Dear colleague,

a calculation on helium-like iron, Fe$^{24+}$, can treat one-electron relativity exactly and still differ by electron-volts from the four-component calculation it stands in for. The cause is the repulsion $1/r_{12}$, which changes form when the Dirac equation is reduced to two components. I derive that change to order $c^{-2}$, evaluate it for the $1s^2$ ground state and the $1s2p\;^3P$ fine structure, and set it beside the other terms of its size.

**Premises and conventions**

I use Hartree atomic units, $\hbar=m_e=e=4\pi\epsilon_0=1$, with $c=137.036$ and $E_h=27.2114$ eV. The momentum is $\mathbf p=-i\nabla$, the spin is $\mathbf s=\boldsymbol\sigma/2$, $\mathbf r_{12}=\mathbf r_1-\mathbf r_2=-\mathbf r_{21}$, and $g=1/r_{12}$.

1. The nucleus is a fixed point charge, $V=-Z/r$.
2. The reference is the Dirac–Coulomb Hamiltonian $H=h_D(1)+h_D(2)+g$, where $g$ multiplies all components alike and, with the rest energy removed,
$$h_D=\begin{pmatrix}V & c\,\boldsymbol\sigma\cdot\mathbf p\\ c\,\boldsymbol\sigma\cdot\mathbf p & V-2c^2\end{pmatrix}.\tag{1}$$
3. $H$ is restricted to products of positive-energy states of $h_D$ (the no-pair model).
4. Operators are expanded to order $c^{-2}$ and used in first-order perturbation theory only.
5. Numbers use hydrogenic orbitals, the leading order in $1/Z$.

**Step 1. Exact one-electron decoupling**

For every positive-energy eigenspinor of $h_D$ the small component follows from the large one by a single linear operator, $\psi^S=X\psi^L$. The norm is $\langle\psi^L|1+X^\dagger X|\psi^L\rangle$, so $\phi=R^{-1}\psi^L$ with $R=(1+X^\dagger X)^{-1/2}$ is a normalised two-component function. The four-spinor is $\psi=W\phi$ with
$$W=\begin{pmatrix}1\\ X\end{pmatrix}R,\qquad W^\dagger W=R(1+X^\dagger X)R=1 .\tag{2}$$
$W$ is the positive-energy half of the unitary $U$ that makes $h_D$ block diagonal, and $h_+=W^\dagger h_DW$ has exactly the positive-energy spectrum of $h_D$. Exact two-component (X2C) theory builds $h_+$ in a basis. Any other operator $A$ must be carried along as $W^\dagger AW$, since $\langle\psi|A|\psi'\rangle=\langle\phi|W^\dagger AW|\phi'\rangle$. This replacement is the picture change.

The lower row of Eq. (1) reads $c\,\boldsymbol\sigma\cdot\mathbf p\,\psi^L=(2c^2+E-V)\psi^S$. Where $|E-V|\ll 2c^2$,
$$X=\frac{\boldsymbol\sigma\cdot\mathbf p}{2c}+O(c^{-3}),\qquad R=1-\frac{p^2}{8c^2}+O(c^{-4}),\tag{3}$$
using $(\boldsymbol\sigma\cdot\mathbf p)^2=p^2$. The potential enters $X$ first at $c^{-3}$. The result below therefore does not depend on whether the decoupling used the bare nucleus, a mean field or no field.

**Step 2. The two-electron block**

Transform $H$ with $U(1)U(2)$. By premise 3 only the block with both electrons at positive energy is kept, $h_+(1)+h_+(2)+g_{++}$ with $g_{++}=W_1^\dagger W_2^\dagger\,g\,W_1W_2$. Operators of different electrons commute, and $g$ does not mix large and small components, so
$$g_{++}=R_1R_2\left[g+X_1^\dagger gX_1+X_2^\dagger gX_2+X_1^\dagger X_2^\dagger gX_1X_2\right]R_1R_2 .\tag{4}$$
The four terms are the repulsions of large with large, small with large, large with small and small with small densities. One-electron X2C keeps $h_+$ exact and puts the bare $g$ in place of Eq. (4). What it omits is $g_{++}-g$. The last term in the bracket is of order $c^{-4}$. Inserting Eq. (3) in the rest,
$$g_{++}-g=\sum_{i=1,2}\left[\frac{(\boldsymbol\sigma_i\cdot\mathbf p_i)\,g\,(\boldsymbol\sigma_i\cdot\mathbf p_i)}{4c^2}-\frac{p_i^2g+gp_i^2}{8c^2}\right]+O(c^{-4}).\tag{5}$$

**Step 3. Reduction to contact and spin–orbit terms**

Take one electron and drop its index. The identity $\sigma_a\sigma_b=\delta_{ab}+i\epsilon_{abc}\sigma_c$ gives $(\boldsymbol\sigma\cdot\mathbf p)g(\boldsymbol\sigma\cdot\mathbf p)=\mathbf p\cdot g\mathbf p+i\boldsymbol\sigma\cdot(\mathbf p\times g\mathbf p)$. In the cross product $\mathbf p$ acts on $g$, giving $-i\nabla g\times\mathbf p$, or passes it, giving $g\,\mathbf p\times\mathbf p=0$. The spin term is thus $\boldsymbol\sigma\cdot(\nabla g\times\mathbf p)$. For the spin-free part, $\sum_a[p_a,[p_a,g]]=p^2g-2\,\mathbf p\cdot g\mathbf p+gp^2$, and the same double commutator equals $-\nabla^2g$. Hence $\mathbf p\cdot g\mathbf p-\tfrac12(p^2g+gp^2)=\tfrac12\nabla^2g$, and
$$g_{++}-g=\sum_i\left[\frac{\nabla_i^2g}{8c^2}+\frac{\boldsymbol\sigma_i\cdot(\nabla_ig\times\mathbf p_i)}{4c^2}\right].\tag{6}$$
With $-Z/r$ in place of $g$ the bracket gives the nuclear Darwin term $+\pi Z\delta(\mathbf r)/2c^2$ and the spin–orbit term $Z\,\mathbf l\cdot\mathbf s/2c^2r^3$. For the repulsion, $\nabla_i^2g=-4\pi\delta(\mathbf r_{12})$ for each electron, $\nabla_1g=-\mathbf r_{12}/r_{12}^3$ and $\nabla_2g=-\mathbf r_{21}/r_{12}^3$. The two contact terms add to $2\times(-4\pi)/8c^2=-\pi/c^2$:
$$g_{++}=\frac1{r_{12}}-\frac{\pi}{c^2}\,\delta(\mathbf r_{12})-\frac{\boldsymbol\sigma_1\cdot(\mathbf r_{12}\times\mathbf p_1)+\boldsymbol\sigma_2\cdot(\mathbf r_{21}\times\mathbf p_2)}{4c^2r_{12}^3}+O(c^{-4}).\tag{7}$$
The spin-free part of the true charge density is $(1+\nabla^2/8c^2)|\phi|^2$. This is $|\phi|^2$ smeared with a mean-square displacement $3/4c^2$, and smeared charges repel less at contact. The spin term is each electron's spin–orbit coupling in the field of the other electron. Both signs are opposite to the nuclear ones because the source charge is negative.

**Step 4. The $1s^2$ pair**

The state is $s(1)s(2)$ times a spin singlet, with $s=(Z^3/\pi)^{1/2}e^{-Zr}$. In a singlet $\langle\boldsymbol\sigma_1\rangle=\langle\boldsymbol\sigma_2\rangle=0$, so only the contact term acts:
$$\langle\delta(\mathbf r_{12})\rangle=\int s^4\,d^3r=\frac{Z^6}{\pi^2}\,4\pi\,\frac{2}{(4Z)^3}=\frac{Z^3}{8\pi},\qquad \langle g_{++}-g\rangle=-\frac{Z^3}{8c^2}.\tag{8}$$
One-electron X2C lacks this negative term and places the ground state too high relative to Dirac–Coulomb.

**Step 5. A second route through the Dirac spinors**

Equation (8) can be tested without Eq. (7). Both components of the Dirac $1s$ spinor have the radial shape $r^{\gamma-1}e^{-Zr}$, $\gamma=(1-Z^2/c^2)^{1/2}$, with weights $(1+\gamma)/2$ and $(1-\gamma)/2$. The small component has the angular form $\boldsymbol\sigma\cdot\hat{\mathbf r}\,\chi$ with a constant spinor $\chi$, and $(\boldsymbol\sigma\cdot\hat{\mathbf r})^2=1$, so the overlap density of the $m=\pm\frac12$ spinors vanishes and there is no Coulomb exchange. With $x=2Zr$ and $a=2\gamma+1$ the radial density is $x^{a-1}e^{-x}/\Gamma(a)$, and
$$J_4=\frac{4Z}{\Gamma(a)^2}\int_0^\infty x^{a-2}e^{-x}\,G(a,x)\,dx,\qquad G(a,x)=\int_0^x y^{a-1}e^{-y}dy .$$
Integration by parts gives $G(a,x)=(a-1)G(a-1,x)-x^{a-1}e^{-x}$. In the first piece the integrand is $\tfrac12\,d[G(a-1,x)^2]/dx$, and the second is a gamma function. Then
$$J_4=\frac Z\gamma\left[1-\frac{\Gamma(4\gamma+1)}{2^{4\gamma}\Gamma(2\gamma+1)^2}\right]=\frac58Z+\frac34(1-\ln2)\frac{Z^3}{c^2}+\dots\tag{9}$$
The expansion uses $\gamma-1\simeq-Z^2/2c^2$ and $d(J_4/Z)/d\gamma=-\frac58-\frac32(\frac7{12}-\ln2)$ at $\gamma=1$, where $\frac7{12}=\frac13+\frac14$ is the difference of the digamma function at 5 and at 3.

One-electron X2C evaluates $g$ with $\phi=(1+p^2/8c^2)\psi^L$ instead. Then $|\phi|^2=|\psi^L|^2-s\nabla^2s/4c^2$ to this order. The weight $(1+\gamma)/2\simeq1-Z^2/4c^2$ and $\nabla^2s=(Z^2-2Z/r)s$ give $|\phi|^2-|\psi|^2=(Z^2/2c^2)(1/Zr-1)\,s^2$, which integrates to zero as it must. The potential of the $1s$ density is $v=1/r-(Z+1/r)e^{-2Zr}$, with $\langle v\rangle=\frac58Z$ and $\langle v/Zr\rangle=\frac34Z$. Both electrons change, so $J_2-J_4=2\,(Z^2/2c^2)(\frac34-\frac58)Z=Z^3/8c^2$, and
$$J_2=\frac58Z+\left(\frac78-\frac34\ln2\right)\frac{Z^3}{c^2}+\dots\tag{10}$$
This reproduces Eq. (8). The relativistic part of the repulsion has the coefficient $0.230$ in four components and $0.355$ with untransformed $g$, which is 54 % more.

**Step 6. Spin–orbit splitting of $1s2p\;^3P$**

The spatial function is antisymmetric, so the contact term vanishes. Within the triplet $\boldsymbol\sigma_1$ and $\boldsymbol\sigma_2$ each act as $\mathbf S$, and the Wigner–Eckart theorem reduces any spin–orbit operator to $A\,\mathbf L\cdot\mathbf S$, with $\mathbf L\cdot\mathbf S=1,-1,-2$ for $J=2,1,0$. The $J=1$ level mixes with $^1P_1$. The levels $J=2$ and $J=0$ have no partner in the configuration, so I use the interval $E(^3P_2)-E(^3P_0)=3A$. The constant $A$ is the expectation value in the state $M_L=M_S=1$, $\Psi=[s(1)p(2)-p(1)s(2)]/\sqrt2$ with both spins up and $p=R_{2p}Y_{11}$, $R_{2p}=Z^{5/2}r\,e^{-Zr/2}/2\sqrt6$.

The nucleus gives $A_1=Z\langle r^{-3}\rangle_{2p}/4c^2=Z^4/96c^2$, since $\langle r^{-3}\rangle_{2p}=Z^3/24$. For the two-electron part define $O_1=(\nabla_1g\times\mathbf p_1)_z$, which is Hermitian because $\nabla g$ has no curl. The two electrons contribute equally, so by Eq. (6) $A_2=\langle\Psi|O_1|\Psi\rangle/2c^2$, with four matrix elements.

First, $\langle sp|O_1|sp\rangle=0$. The integrand holds $s\nabla s=\frac12\nabla s^2$, and integration by parts leaves the curl of a gradient.

Second, in $\langle ps|O_1|ps\rangle$ electron 2 is integrated out and $g$ becomes $v(r_1)$. Gauss's law gives $v'=-Q/r^2$ with the enclosed charge $Q=1-e^{-2Zr}(1+2Zr+2Z^2r^2)$. Since $\nabla v\times\mathbf p=(v'/r)\,\mathbf l$ and $l_z=1$, the element is $-D$ with
$$D=\langle Q/r^3\rangle_{2p}=\frac{Z^3}{24}\left[1-\frac19-\frac4{27}-\frac{12}{81}\right]=\frac{Z^3}{24}\cdot\frac{16}{27}=\frac{2Z^3}{81}.$$

Third, in the exchange element $\langle ps|O_1|sp\rangle$ electron 2 creates the potential $w$ of the density $sp$. With $\mathbf ps=-is'\mathbf r/r$ one has $(\nabla w\times\mathbf ps)_z=-(s'/r)\,l_zw=Zsw/r$, because $w\propto Y_{11}$ and $s'=-Zs$. The element is $K'=Z\int p^*s\,w\,r^{-1}d^3r$. In units of $1/Z$ for length, the product of radial functions is $f=r\,e^{-3r/2}/\sqrt6$, the multipole expansion gives $w=\frac{4\pi}3Y_{00}Y_{11}\,y(r)$ with $y=r^{-2}\int_0^rft^3dt+r\int_r^\infty f\,dt$, and the angular integral leaves $\frac13$:
$$K'=\frac{Z^3}3\int_0^\infty r f y\,dr=\frac{Z^3}{18}\left[\frac{16}{243}+\frac{24}{243}\right]=\frac{20Z^3}{2187}.$$
The fourth element is the complex conjugate of the third. Thus $\langle O_1\rangle=\frac12(-D-2K')$ with $D+2K'=94Z^3/2187$, and
$$A_2=-\frac{47}{4374}\frac{Z^3}{c^2},\qquad A_1+A_2=\frac{Z^3}{96c^2}\left(Z-\frac{752}{729}\right).\tag{11}$$
Direct and exchange parts both oppose the nucleus, and together they remove $1.03$ units of charge. One-electron X2C lets the $2p$ spin feel the bare nucleus and makes this interval too large by $47Z^3/1458c^2$ relative to Dirac–Coulomb. The direct part has this sign for any electron outside a spherical core, since $Q>0$. The sign of the exchange part I have shown for this state only. The screening of the $2p$ orbital by the plain $g$ also changes $A$ at order $Z^3/c^2$, but both methods contain it and it drops out of their difference.

**Range of validity**

*Higher order in $Z/c$.* The parameter is $Z^2/c^2$, which is $0.0360$ for iron ($\gamma=0.9818$). Two indicators show its weight. The closed form in Eq. (9) gives $J_4-\frac58Z=0.220\,E_h$, and the $c^{-2}$ term alone $0.215\,E_h$. Using the Dirac density in Eq. (8) multiplies it by $16\,\Gamma(4\gamma-1)/[2^{4\gamma-1}\Gamma(2\gamma+1)^2]=1.05$. This second factor is only one part of the $c^{-4}$ term, so read it as a scale of about 5 %. At $Z=80$ the parameter is $0.34$. There the inner shells need Eq. (4) itself, which holds to all orders, and Eq. (7) gives only signs and rough sizes. Equation (3) fails for $r\lesssim Z/c^2$, a fraction $Z^2/c^2$ of the orbital radius, which affects the expectation values above only beyond order $c^{-2}$. The operators of Eq. (7) are too singular for variational use.

*Higher order in $1/Z$.* Here $1/Z=0.038$. Write the correlated ground state as $\Psi_0(1+F/Z)$, lengths in units of $1/Z$, and try $F=c_s\varsigma+c_uu+\text{const}$ with $\varsigma=r_1+r_2$, $u=r_{12}$. Hylleraas's functional for the first-order function is $\frac12\langle|\nabla F|^2\rangle+2\langle F(g-\frac58)\rangle$, averaged over $\Psi_0^2$. Its minimum solves $Mc=-b$ with $M_{ij}=\frac12\langle\nabla F_i\cdot\nabla F_j\rangle$, here $M_{ss}=M_{uu}=1$ and $M_{su}=\frac58$, and with $b_s=-\frac5{16}$, $b_u=-\frac{47}{128}$. The solution is $c_s=\frac{85}{624}$, $c_u=\frac{11}{39}$. At contact $u=0$ and $\varsigma$ averages to $\frac32$, against $\langle u\rangle=\frac{35}{16}$ and $\langle\varsigma\rangle=3$ overall. The relative change of $\langle\delta\rangle$ is $(2/Z)[-\frac32c_s-\frac{35}{16}c_u]=-1.64/Z$, or $-6.3$ % for iron. The basis is small, and $c_u=0.28$ lies below the cusp value $\frac12$, so this is an unconverged estimate. The $2p$ result scales as the cube of an orbital exponent, and screening by at most one charge suggests a change of up to about $3/Z$, or 12 %.

*Virtual pairs.* $U(1)U(2)$ decouples $h_D(1)+h_D(2)$ but leaves blocks of $g$ that reach negative energies. The one-pair block is $[\boldsymbol\sigma\cdot\mathbf p,g]/2c$ in size, and with a denominator $2c^2$ it yields a term of the form $1/8c^4r_{12}^4$. Cut off at $r_{12}\sim1/c$, this scales as $c^{-3}\langle\delta\rangle$, plus a regular part of order $Z^4/c^4$. Relative to $Z^3/c^2$ these are $1/c=0.0073$ and $Z/c^2=0.0014$. This is power counting and fixes no coefficient.

*The Breit interaction.* It lies outside premise 2 and is of the same order as Eq. (7). At order $c^{-2}$ its spin parts follow from magnetostatics with moments $\boldsymbol\mu_i=-\boldsymbol\sigma_i/2c$. The contact energy of two dipoles is $-\frac{8\pi}3\boldsymbol\mu_1\cdot\boldsymbol\mu_2\,\delta(\mathbf r_{12})$. In a singlet $\boldsymbol\sigma_1\cdot\boldsymbol\sigma_2=-3$, which gives $+2\pi\delta/c^2$, or $+Z^3/4c^2$ for $1s^2$. The orbit–orbit term vanishes there, since $s\nabla s$ is a gradient and its kernel is divergence-free. The moving electron 1 makes the field $\mathbf B=-\mathbf r_{12}\times\mathbf p_1/cr_{12}^3$ at electron 2, so $-\boldsymbol\mu_2\cdot\mathbf B=-\boldsymbol\sigma_2\cdot(\mathbf r_{12}\times\mathbf p_1)/2c^2r_{12}^3$. Within the triplet this spin–other-orbit term is $2A_2\,\mathbf L\cdot\mathbf S$. The dipolar spin–spin term for two up spins is $-(\partial_z^2-\frac13\nabla^2)g/4c^2$. Its direct part is $\frac2{15}\langle3Q/r^3-Q'/r^2\rangle_{2p}$ and its exchange part $-\frac2{15}\langle Q'/r^2\rangle_{2p}$, both in front of $1/4c^2$. Their difference is $\frac25D$, so $^3P_2$ rises by $Z^3/405c^2$. A rank-2 operator shifts $J=2,1,0$ as $1:-5:10$, so the interval changes by $-Z^3/45c^2$.

*Radiative shifts.* The $1s$ Lamb shift is $F_LZ^4/\pi c^3$, with the prefactor $1.54$ eV for iron. Taking the approximate value $F_L\approx2.6$ for self-energy plus vacuum polarisation as an input, it is about $4.0$ eV per $1s$ electron, as large as the term of Eq. (8).

**Numbers for $Z=26$**

The common scale is $Z^3/c^2=17576/137.036^2=0.9359\,E_h=25.47$ eV. The leading terms are these.

| Quantity | Origin | Coefficient of $Z^3/c^2$ | eV |
|---|---|---|---|
| $1s^2$ level | picture change | $-1/8$ | $-3.18$ |
| $1s^2$ level | Breit contact | $+1/4$ | $6.37$ |
| $^3P_2$ level | picture change | $-47/4374$ | $-0.27$ |
| $^3P_2-{}^3P_0$ | picture change | $-47/1458$ | $-0.82$ |
| $^3P_2-{}^3P_0$ | spin–other-orbit | $-47/729$ | $-1.64$ |
| $^3P_2-{}^3P_0$ | spin–spin | $-1/45$ | $-0.57$ |

The ground-state term is $-0.117\,E_h$, beside a nonrelativistic repulsion $\frac58Z=16.25\,E_h$, or 442 eV. The relativistic and correlation corrections are each near 5 % and the estimated parts have opposite signs, so the supported statement is that one-electron X2C places $1s^2$ about 3 eV above Dirac–Coulomb. The upper level moves much less. The line $1s2p\;^3P_2\to1s^2$ therefore comes out too low relative to Dirac–Coulomb by the difference of the first and third rows, $2.9$ eV at leading order, on a transition whose unscreened size is $\frac38Z^2=253.5\,E_h$, or $6.9$ keV. The nuclear part of the $^3P_2-{}^3P_0$ interval is $Z^4/32c^2=20.7$ eV at leading order, and the untransformed repulsion leaves it too large by about 0.8 eV, which is $4.0$ % of that part.

The table also shows how the omissions combine. For $1s^2$ the picture-change and Breit terms have opposite signs and sum to $+Z^3/8c^2$. A calculation that drops both differs from Dirac–Coulomb–Breit by half as much as one that drops only the Breit term, and this comes from cancellation. For the fine structure all three two-electron terms narrow the interval, together by $3.0$ eV, of which the picture change of the Coulomb repulsion supplies 27 %.